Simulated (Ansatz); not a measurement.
A series in volume scale on WC

Free energy against uniform scaling of the volume at fixed shape and fractions; periodic cell, basis, potentials, k mesh and filling as listed. The results are calculated, by Ansatz 0.2.0.

The cell before it is scaled or strained (space group Fm-3m, No. 225):
```
cell vectors (Å)
   0.0000     2.1927     2.1927
   2.1927     0.0000     2.1927
   2.1927     2.1927     0.0000
atoms (fractions of the cell vectors)
W   0.00000  0.00000  0.00000
C   0.50000  0.50000  0.50000
```

Settings of every row: functional r2SCAN; dispersion none; potentials PAW; wave cutoff 517.02 eV; density cutoff 2068.1 eV; k mesh 11x11x11; k shift 0x0x0; occupations fermi dirac; smearing width 0.1 eV; spin none.

Limits: coarse k mesh, up to 40 meV an atom off; no spin-orbit coupling, which can matter with elements this heavy; the cell comes from a prototype or a list of computed structures and needn't be the stable phase.

| row | volume scale | V (Å³/atom) | energy above lowest point (meV/atom) | pressure (GPa) |
| --- | --- | --- | --- | --- |
| 1 | 0.94 | 9.91 | 29.6 | 20.49 |
| 2 | 0.96 | 10.121 | ? | ? |
| 3 | 0.98 | 10.332 | 0 | 2.64 |
| 4 | 1 | 10.542 | 1.6 | -4.95 |
| 5 | 1.02 | 10.753 | 12.7 | -11.76 |
| 6 | 1.04 | 10.964 | 32.3 | -17.88 |
| 7 | 1.06 | 11.175 | 59.5 | -23.37 |

Question: what energy above lowest point and pressure should row 2 give?

Worked fit of energy above lowest point. Take u = (V_r/V)^(2/3) − 1 with V_r = 10.648 Å³ an atom, which is twice the finite (Eulerian) strain; such expansions in the strain, on which the Birch-Murnaghan equation of state is built, carry the rest volume and the bulk modulus. The shown rows have u = 0.04905, 0.02029, 0.00669, -0.00652, -0.01931, -0.03169. Least squares give energy above lowest point = 6.06 − 843.9 × u + 26745 × u² + 4973 × u³ meV/atom; a parabola predicts inner rows, each left out in turn, worse (root mean square 0.098 against 0.023 meV/atom). All shown rows lie on it to the printed digit. Its lowest point lies at u = 0.0157, or V = 10.4 Å³ an atom, and the curvature there gives the bulk modulus at fixed shape and fractions, B = (4/9)(1 + u)² E″(u)/V = 381 GPa. The withheld row has u = 0.03442, so the fit gives 6.06 − 843.9 × (0.03442) + 26745 × (0.03442)² + 4973 × (0.03442)³ = 8.9 meV/atom.

The calculation gave 8.9 meV/atom. The fit meets it to the printed digit.

Worked fit of pressure. Take u = (V_r/V)^(2/3) − 1 with V_r = 10.648 Å³ an atom, which is twice the finite (Eulerian) strain; such expansions in the strain, on which the Birch-Murnaghan equation of state is built, carry the rest volume and the bulk modulus. The shown rows have u = 0.04905, 0.02029, 0.00669, -0.00652, -0.01931, -0.03169. Least squares give pressure = −8.463 + 517.2 × u + 1488.3 × u² GPa; a straight line predicts inner rows, each left out in turn, worse (root mean square 1 against 0.017 GPa). The rows lie off it by 0.00, 0.00, -0.01, 0.01, 0.02, -0.01. The pressure vanishes at u = 0.0157, or V = 10.4 Å³ an atom, and there the bulk modulus at fixed shape and fractions is B = −V dP/dV = (2/3)(1 + u) dP/du = 382 GPa. The withheld row has u = 0.03442, so the fit gives −8.463 + 517.2 × (0.03442) + 1488.3 × (0.03442)² = 11.10 GPa.

The calculation gave 11.08 GPa. The fit lies 0.02 GPa (0.046 % of the column's range) above it; its largest miss of a shown row is 0.02 GPa.
